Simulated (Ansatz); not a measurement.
Abstraction of Cl: C2H6ClGa + SbH2 → C2H6Ga + SbH2Cl

Species: C2H6ClGa `C[CH2][GaH][Cl]`, singlet; SbH2 `[SbH2]`, doublet; C2H6Ga `C[CH2][GaH]`, doublet; SbH2Cl `[Cl][SbH2]`, singlet. A radical takes Cl: the energy is the difference in strength between the Ga–Cl bond broken and the Sb–Cl bond made.

Shapes, held fixed at every level: PBE0-D4/def2-TZVP. Flexible molecules stand in one conformer, not always the lowest. Programs: Ansatz 0.2.0. The zero-point and thermal change to 298 K, harmonic and unscaled (PBE0-D4/def2-TZVP), is -0.9 kJ/mol.

```tsv
level	kind	ΔH(298 K) (kJ/mol)	less CCSD(T)/def2-TZVPP	CPU time (sum over the molecules)
HF/def2-TZVPP	Hartree–Fock	+153.6	+2.6	–
SPW92/def2-TZVPP	LDA	+126.2	-24.8	11 s
B3LYP-D4/def2-TZVPP	global hybrid	+129.6	-21.4	28 s
PBE0-D4/def2-TZVPP	global hybrid	+134.9	-16.1	20 s
wB97M-V/def2-TZVPP	range-separated hybrid	+141.2	-9.8	73 s
B2PLYP/def2-TZVPP	double hybrid	+139.7	-11.3	33 s
CCSD/def2-SVP	coupled cluster or CI	+168.8	+17.8	–
CCSD(T)/def2-TZVPP	coupled cluster or CI	+151.0	0.0	20 min
```

The highest level, CCSD(T)/def2-TZVPP, gives ΔH(298 K) = +151.0 kJ/mol; the levels span +126.2 to +168.8. The column of differences is taken from that level and isn't an error. No measured value is set beside it here. Open shells run unrestricted. For atoms past krypton def2 sets carry core potentials with scalar relativity. Relativity is left out for Ga. Outer-core shells of Ga, Sb are correlated in most correlated rows, in sets that cover them unevenly. Times are processor times on shared x86 and Arm servers, and rough.

Chlorine transfer from gallium to antimony is strongly endothermic at every level, so the Ga–Cl bond is clearly the stronger of the two. The thermal term is only -0.9 kJ/mol, which leaves the preference almost wholly electronic. Gallium is more electropositive than antimony, so its bond to chlorine gains more from ionic character. Chlorine lone pairs can also donate weakly into the empty p orbital of three-coordinate gallium, whereas antimony in SbH2Cl carries a lone pair of its own. Breaking Ga–Cl also leaves gallium in the unfavourable formal +2 state, which probably adds to the cost.

All the density functionals fall below CCSD(T), with LDA the lowest. Hartree–Fock lies only +2.6 kJ/mol above it, which probably reflects cancellation between the bond broken and the bond made rather than a sound description of either. The sign of the reaction enthalpy is therefore secure, and the reverse transfer, from SbH2Cl to the gallium radical, is favoured by enthalpy. How fast that transfer would run depends on a barrier that these reaction energies don't give.
